**Student.** You said that a constant field alone drives no direct current in a crystal. A force accelerates a charge, so I expect the current to grow without limit.

**Lecturer.** It does for free electrons. Let us fix the premises. The electron has charge $-e$ with $e>0$.

1. Electrons are independent and stay in one band $\varepsilon(\mathbf k)$, periodic in the reciprocal lattice, $\varepsilon(\mathbf k+\mathbf G)=\varepsilon(\mathbf k)$, and separated from other bands by gaps.
2. The field $\mathbf E=E\hat{\mathbf e}$ is uniform, switched on at $t=0$ and constant afterwards. There is no magnetic field.
3. The crystal has time-reversal and inversion symmetry, as Cu has. Then $\varepsilon(-\mathbf k)=\varepsilon(\mathbf k)$, each level holds two spin states, and the anomalous (Berry) velocity cancels in the current.
4. At $t=0$ the occupation is the Fermi function $f_0(\mathbf k)$ of $\varepsilon(\mathbf k)$, uniform in space, hence periodic and even in $\mathbf k$.

A wave packet then obeys

$$\dot{\mathbf r}=\mathbf v(\mathbf k)=\frac1\hbar\nabla_{\mathbf k}\varepsilon,\qquad \hbar\dot{\mathbf k}=-e\mathbf E.\tag{1}$$

**Student.** The potential $e\mathbf E\cdot\mathbf r$ destroys the periodicity. Why does $\mathbf k$ still mean anything?

**Lecturer.** Describe the field by the vector potential $\mathbf A=-\mathbf Et$, so that $\mathbf E=-\partial_t\mathbf A$. The Hamiltonian is $(\mathbf p-e\mathbf Et)^2/2m+V(\mathbf r)$. It commutes with lattice translations at every time, so their quantum number $\mathbf q$ is conserved. Acting on the periodic part of a Bloch function, it is the field-free Bloch Hamiltonian at $\mathbf k=\mathbf q-e\mathbf Et/\hbar$. That is the second equation of (1), and it is exact. The approximation lies in premise 1, that the state follows its own band as $\mathbf k$ moves.

**Student.** Then the Boltzmann equation.

**Lecturer.** Without collisions the number of electrons is conserved in phase space, $\partial_tf+\nabla_{\mathbf r}\cdot(\dot{\mathbf r}f)+\nabla_{\mathbf k}\cdot(\dot{\mathbf k}f)=0$. In (1), $\dot{\mathbf r}$ does not depend on $\mathbf r$ and $\dot{\mathbf k}$ does not depend on $\mathbf k$, so both leave the divergences. The initial state and the field are uniform, so $\nabla_{\mathbf r}f=0$ at all times. What remains is

$$\frac{\partial f}{\partial t}-\frac{e\mathbf E}{\hbar}\cdot\nabla_{\mathbf k}f=0.\tag{2}$$

The left side is the total derivative of $f$ along the line $\mathbf k(t)=\mathbf k_0-e\mathbf Et/\hbar$. So $f$ is constant on that line, $f(\mathbf k,t)=f_0(\mathbf k_0)$, and solving for the starting point gives

$$f(\mathbf k,t)=f_0\!\left(\mathbf k+\frac{e\mathbf Et}{\hbar}\right).\tag{3}$$

One such line passes through every point $(\mathbf k,t)$, so the solution is unique. The Fermi sea slides rigidly in the direction $-\mathbf E$. No expansion in $E$ was made, and $0\le f\le1$ is preserved, so the Pauli principle needs no extra care.

**Student.** A sea that slides forever still sounds like a current that grows forever.

**Lecturer.** Compute it. The current density is $\mathbf j=-2e\int_{\rm BZ}\frac{d^3k}{(2\pi)^3}\mathbf v f$. The integrand is periodic, so shifting the variable leaves the integral over the zone unchanged:

$$\mathbf j(t)=-2e\int_{\rm BZ}\frac{d^3k}{(2\pi)^3}\,f_0(\mathbf k)\,\mathbf v\!\left(\mathbf k-\frac{e\mathbf Et}{\hbar}\right).\tag{4}$$

Expand the band over lattice vectors, $\varepsilon(\mathbf k)=\sum_{\mathbf R}\varepsilon_{\mathbf R}e^{i\mathbf k\cdot\mathbf R}$. Because $\varepsilon$ is real and even, the $\varepsilon_{\mathbf R}$ are real and $\varepsilon_{-\mathbf R}=\varepsilon_{\mathbf R}$. Then $\hbar\mathbf v=\sum i\mathbf R\,\varepsilon_{\mathbf R}e^{i\mathbf k\cdot\mathbf R}$. Define

$$n_{\mathbf R}=2\int_{\rm BZ}\frac{d^3k}{(2\pi)^3}f_0\cos(\mathbf k\cdot\mathbf R),\qquad \omega_{\mathbf R}=\frac{e\mathbf E\cdot\mathbf R}{\hbar},$$

where the sine part of $e^{i\mathbf k\cdot\mathbf R}$ has dropped out because $f_0$ is even. Equation (4) becomes $-(e/\hbar)\sum\mathbf R\,\varepsilon_{\mathbf R}n_{\mathbf R}\,ie^{-i\omega_{\mathbf R}t}$. The factor $\mathbf R\,\varepsilon_{\mathbf R}n_{\mathbf R}$ is odd in $\mathbf R$, so only the odd part of $ie^{-i\omega_{\mathbf R}t}=i\cos\omega_{\mathbf R}t+\sin\omega_{\mathbf R}t$ survives:

$$\mathbf j(t)=-\frac e\hbar\sum_{\mathbf R}\mathbf R\,\varepsilon_{\mathbf R}\,n_{\mathbf R}\sin\omega_{\mathbf R}t.\tag{5}$$

Every term either vanishes identically, when $\mathbf E\cdot\mathbf R=0$, or is a sine with zero mean. The time average of all three components of $\mathbf j$ is therefore zero. A full band has $f_0=1$ and $n_{\mathbf R}=0$ for $\mathbf R\ne0$, so it carries nothing at any time.

**Student.** And my accelerating electrons?

**Lecturer.** They are the start of the sines. For $\omega_{\mathbf R}t\ll1$, (5) gives $j_i=e^2t\,D_{ij}E_j$, with

$$D_{ij}=-\frac1{\hbar^2}\sum_{\mathbf R}R_iR_j\varepsilon_{\mathbf R}n_{\mathbf R}=2\int_{\rm BZ}\frac{d^3k}{(2\pi)^3}f_0\,\frac{1}{\hbar^2}\frac{\partial^2\varepsilon}{\partial k_i\partial k_j},$$

which is $n\delta_{ij}/m^*$ when the occupied states are parabolic, $n$ being the electron density. Later the sea reaches states of negative curvature, is Bragg reflected at the zone face, and the current turns round.

**Student.** I remember the period as $h/(eEa)$. For copper I would insert the cube edge.

**Lecturer.** That formula is for a chain of period $a$. In three dimensions (3) repeats when the shift $e\mathbf Et/\hbar$ equals a reciprocal-lattice vector, which requires $\mathbf E$ parallel to one. Let $\mathbf G_0$ be the shortest such vector. Since $\mathbf G_0\cdot\mathbf R$ is $2\pi$ times an integer $l$, we have $\hat{\mathbf e}\cdot\mathbf R=ld$ with $d=2\pi/|\mathbf G_0|$, the spacing of lattice planes normal to the field. All frequencies in (5) are harmonics of

$$\omega_B=\frac{eEd}{\hbar},\qquad T_B=\frac{2\pi}{\omega_B}=\frac{h}{eEd}.\tag{6}$$

For the fcc lattice with cube edge $a$, $\mathbf G=(2\pi/a)(h_1,h_2,h_3)$ with the integers all even or all odd. Along [100] the shortest is (200) and $d=a/2$, so the cube edge would give you half the true period. Along [111], $d=a/\sqrt3$, and along [110] the vector is (220) and $d=a/2\sqrt2$. In a direction parallel to no $\mathbf G$ the frequencies are incommensurate and the current is quasiperiodic, still with zero mean.

**Student.** The zero mean came out of a Fourier sum. Is there a physical reason?

**Lecturer.** Energy. The band energy density is $u(t)=2\int\frac{d^3k}{(2\pi)^3}f_0(\mathbf k)\,\varepsilon(\mathbf k-e\mathbf Et/\hbar)$. Differentiating gives a factor $-(e\mathbf E/\hbar)\cdot\nabla_{\mathbf k}\varepsilon=-e\mathbf E\cdot\mathbf v$ under the integral, and comparison with (4) yields

$$\frac{du}{dt}=\mathbf j\cdot\mathbf E.\tag{7}$$

A band of total width $W$ cannot change its energy by more than $nW$. The mean of $j_\parallel=\mathbf j\cdot\hat{\mathbf e}$ over a time $t$ is $[u(t)-u(0)]/Et$, bounded in size by $nW/Et$, which tends to zero. A free-electron parabola has no top, and there your growing current is right.

**Student.** What does one electron do in real space?

**Lecturer.** Let $x=\hat{\mathbf e}\cdot\mathbf r$. From (1), $d\varepsilon/dt=\nabla_{\mathbf k}\varepsilon\cdot\dot{\mathbf k}=-eE\dot x$. Integrate:

$$x(t)-x(0)=-\frac{\varepsilon(\mathbf k(t))-\varepsilon(\mathbf k_0)}{eE}.\tag{8}$$

The centre of the packet swings between two turning points a distance $\Delta x=W_{\rm line}/eE$ apart, where $W_{\rm line}\le W$ is the range of $\varepsilon$ along the line that $\mathbf k$ follows. For a chain the line is the whole zone and $W_{\rm line}=W$.

**Student.** Show me a case where the two widths differ.

**Lecturer.** Take an $s$ band on the fcc lattice with $\varepsilon_{\mathbf R}=-\gamma$, $\gamma>0$, for the twelve nearest neighbours. With $c_i=\cos(k_ia/2)$,

$$\varepsilon=-4\gamma\,(c_xc_y+c_yc_z+c_zc_x).$$

It runs from $-12\gamma$ at $\Gamma$ to $+4\gamma$ at $X$, so $W=16\gamma$. For a field along $x$ only $c_x$ changes, between $-1$ and $+1$, with period $4\pi/a$ in $k_x$, and $W_{\rm line}=8\gamma|c_y+c_z|$. The line through $\Gamma$ has the full $16\gamma$, and lines with $c_y=-c_z$ do not swing at all. The term $-4\gamma c_yc_z$ is untouched by the field and gives a steady sideways velocity, $\bar v_y=(2\gamma a/\hbar)\sin(k_ya/2)\,c_z$. A single packet is thus confined only along the field, and the sideways drifts cancel between $\mathbf k$ and $-\mathbf k$. Eight neighbours have $R_x=\pm a/2$ and, by cubic symmetry, share one coefficient $n_1$. Equation (5) is then a single harmonic, $j_x=j_1\sin\omega_Bt$ with $j_1=4ea\gamma n_1/\hbar$.

**Student.** Copper wires do carry direct current. Put the collisions back.

**Lecturer.** Add a fifth premise, a model: the right side of (2) becomes $-(f-f_0)/\tau$ with constant $\tau$. Follow the line that ends at $(\mathbf k,t)$ and set $g(t')=f(\mathbf k+e\mathbf E(t-t')/\hbar,\,t')$. Then $dg/dt'=-[g-f_0(\mathbf k+e\mathbf E(t-t')/\hbar)]/\tau$. Multiply by $e^{t'/\tau}$, integrate from 0 to $t$, and write $s=t-t'$:

$$f(\mathbf k,t)=e^{-t/\tau}f_0\!\left(\mathbf k+\frac{e\mathbf Et}\hbar\right)+\int_0^t\frac{ds}\tau\,e^{-s/\tau}f_0\!\left(\mathbf k+\frac{e\mathbf Es}\hbar\right).\tag{9}$$

This averages (3) over the time $s$ since the last collision. The current is linear in $f$, so each $\sin\omega t$ in (5) is replaced by $S(t)=e^{-t/\tau}\sin\omega t+\int_0^t(ds/\tau)e^{-s/\tau}\sin\omega s$. On differentiating, the two terms in $1/\tau$ cancel and $dS/dt=\omega e^{-t/\tau}\cos\omega t$. Integrate this as the real part of $\omega e^{-(1-iy)t/\tau}$, with $y=\omega\tau$ and $S(0)=0$:

$$S(t)=\frac{y+e^{-t/\tau}\left(y^2\sin\omega t-y\cos\omega t\right)}{1+y^2}.\tag{10}$$

At long times $S\to y/(1+y^2)$, the form Esaki and Tsu gave for superlattices in 1970. For $y\ll1$ the sum over $\mathbf R$ gives Ohm's law, $\sigma_{ij}=e^2\tau D_{ij}$, with a relative correction $-y^2$ for each harmonic. For one harmonic the steady current peaks at $y=1$ with value $j_1/2$ and then falls as $j_1/y$. It vanishes as $\tau\to\infty$, in agreement with (5).

**Student.** So any scattering gives a steady current.

**Lecturer.** Not quite. Elastic collisions leave $u$ unchanged, so (7) and its bound survive them. With impurities alone the electrons heat until the band is evenly filled and the current dies. A true steady state needs an energy sink, in practice phonons. The relaxation-time model has one built in, since it resets $f$ to the cold $f_0$.

**Student.** And the condition $\omega_B\tau>1$? In (10) nothing special happens at 1.

**Lecturer.** It is a crossover. Since $dS/dt\propto\cos\omega t$, the first maximum lies at $\omega t=\pi/2$, where (10) exceeds its final value by the fraction $y\,e^{-\pi/2y}$. The oscillating part shrinks by $e^{-2\pi/y}$ per period. At $y=1$ the overshoot is 0.21 and the factor per period is 0.0019, so one bump is all you see. At $y=2\pi$, where $\tau=T_B$, the factor is 0.37. So $\omega_B\tau>1$ is necessary, and clear cycles need several times more.

**Student.** Where does all this stop being valid?

**Lecturer.** There are five conditions.

*Collisions.* Equations (3), (5) and (8) hold for $t\ll\tau$, and cover a cycle only if $T_B\ll\tau$.

*One band.* Near a gap $E_g$ where two branches of slopes $\pm\hbar v$ repel, the energy measured from midgap satisfies $\epsilon^2=(E_g/2)^2-(\hbar v\kappa)^2$ at imaginary wave number $i\kappa$. In the tilted band picture $\epsilon=eEx$, so the tunnelling exponent is $2\int\kappa\,dx=\frac{2}{\hbar veE}\int_{-E_g/2}^{E_g/2}\sqrt{(E_g/2)^2-\epsilon^2}\,d\epsilon$. The integral is half the area of a circle of radius $E_g/2$, and the Zener probability per passage is

$$P\approx e^{-(E_g/E_Z)^2},\qquad E_Z=\sqrt{4\hbar veE/\pi}.\tag{11}$$

Every gap met on the line must be well above $E_Z$.

*Wave packets.* A packet sharp in $\mathbf k$ is many $d$ long, so picturing it as a swinging point needs $\Delta x\gg d$, that is $eEd\ll W_{\rm line}$. Equation (5) does not need this, because it uses only the motion of $\mathbf k$ within one band.

*No magnetic field.* The force $ev B$ must be small against $eE$, so $B\ll E/v$.

*Uniform field.* The growing current induces a counter-field. With the displacement current neglected, a field parallel to a flat surface obeys $\partial_z^2E=\mu_0\partial_tj$ in the depth $z$. With $\partial_tj=ne^2E/m$ it decays over $\lambda=\sqrt{m/\mu_0ne^2}$. A collisionless sample must be thinner than $\lambda$.

Finally, a constant $\tau$ is a model. Near $\omega_B\tau\sim1$ the electrons are hot and the scattering rates depend on the field, so (10) is then qualitative.

**Student.** Numbers for copper, please.

**Lecturer.** The inputs are $E=1$ V/m $=0.01$ V/cm, $\tau=2.5\times10^{-14}$ s, and the approximate cube edge $a=3.61$ Å. Equation (6) gives:

| field along | $d$ (Å) | $\omega_B$ ($10^5$ s$^{-1}$) | $T_B$ (μs) | $\omega_B\tau$ ($10^{-9}$) |
|---|---|---|---|---|
| [100] | 1.805 | 2.74 | 22.9 | 6.9 |
| [111] | 2.084 | 3.17 | 19.8 | 7.9 |
| [110] | 1.276 | 1.94 | 32.4 | 4.8 |

Stay with [100]. The quantum $\hbar\omega_B$ is 0.18 neV. One period lasts $9.2\times10^8$ collision times. Between collisions the sea shifts by $eE\tau/\hbar=38$ m$^{-1}$, a fraction $1.1\times10^{-9}$ of $|\mathbf G_0|=3.48$ Å$^{-1}$. The departure from Ohm's law is $(\omega_B\tau)^2=4.7\times10^{-17}$, and the overshoot carries the factor $e^{-\pi/2y}$ with exponent $2.3\times10^8$.

**Student.** And the swing?

**Lecturer.** That needs a width. Copper has eleven valence electrons per atom, five full bands of mostly $d$ character and a half-filled sixth. Take $W_{\rm line}=5$ eV as an illustrative value for a line in that band. As typical knowledge, the whole band is roughly twice as wide, so individual lines can depart from this choice by such a factor. The model's swing is $\Delta x=5$ m. For a velocity scale use free electrons, one per atom: $n=4/a^3=8.50\times10^{22}$ cm$^{-3}$, $k_F=(3\pi^2n)^{1/3}=1.36$ Å$^{-1}$, $v_F=\hbar k_F/m=1.57\times10^8$ cm/s, and a free path $v_F\tau=39$ nm. The conductivity is $ne^2\tau/m=6.0\times10^5$ S/cm and the current density 6.0 kA/cm$^2$. A $\tau$ of this size is what one infers from the room-temperature resistivity with this same formula, so the conductivity tests nothing. The power per electron, $e^2\tau E^2/m$, is 4.4 meV/s. With elastic scattering alone, absorbing 5 eV at that rate would take $1.1\times10^3$ s, so Ohm's law would look steady for a long while.

**Student.** Suppose I had a perfect crystal at zero temperature.

**Lecturer.** You need $\tau>1/\omega_B=3.6$ μs, and the other conditions then bite. With $v=v_F$, $E_Z=36$ μeV, so Zener leakage is confined to lines passing very near the points where the sixth band touches its neighbours. But $E/v_F=0.6$ μT, far below the geomagnetic field of typically 50 μT, and $\lambda=18$ nm. The sample would be metres long, thinner than 18 nm, free of surface scattering and shielded. The uniform collisionless state is not available in bulk copper.

**Student.** Then raise the field.

**Lecturer.** The condition $\omega_B\tau=1$ needs $E^*=\hbar/ed\tau=1.5$ MV/cm. There $E_Z=0.44$ eV, so smaller gaps toward the $d$ bands no longer hold the electron. For one harmonic the steady current is half the ohmic extrapolation, and the energy taken per electron in one $\tau$ is $e^2\tau^2E^{*2}/2m=\hbar^2/2md^2=1.2$ eV. At that rate the cohesive energy, 3.49 eV/atom (compiled value, Harl 2010), is delivered in 3.0 collision times, about half of the period $2\pi\tau$. The model overstates the transfer to the lattice: a phonon carries at most about $k_B\Theta_D=30$ meV, with $\Theta_D=343$ K (compiled value, Wikipedia), some 40 times less than 1.2 eV. The electrons would heat first, and the assumed $\tau$ would lose its meaning. A chip wire is nowhere near this. At an illustrative 1 MA/cm$^2$ the model's field is 1.7 V/cm. Eliminating $E$ with $j=ne^2\tau E/m$ gives $\omega_B\tau=jmd/ne\hbar=1.1\times10^{-6}$, whatever $\tau$ is, so extra scattering in a narrow wire does not change it.

**Student.** So where is the effect seen?

**Lecturer.** Where $d$ and $\tau$ are both large. For a cold GaAs/AlGaAs superlattice take illustrative inputs $d=10$ nm, $\tau=1$ ps, miniband width 20 meV and $E=10$ kV/cm. The model gives $\hbar\omega_B=10$ meV, a frequency of 2.4 THz, $T_B=0.41$ ps and $\omega_B\tau=15$. The swing is 20 nm, only two superlattice periods, so the point-packet picture is marginal while the frequency (6) stands. Between this and the model's $6.9\times10^{-9}$ for copper at 1 V/m lies a factor $2.2\times10^9$, the product of $10^6$ from the field, 55 from the period and 40 from the collision time.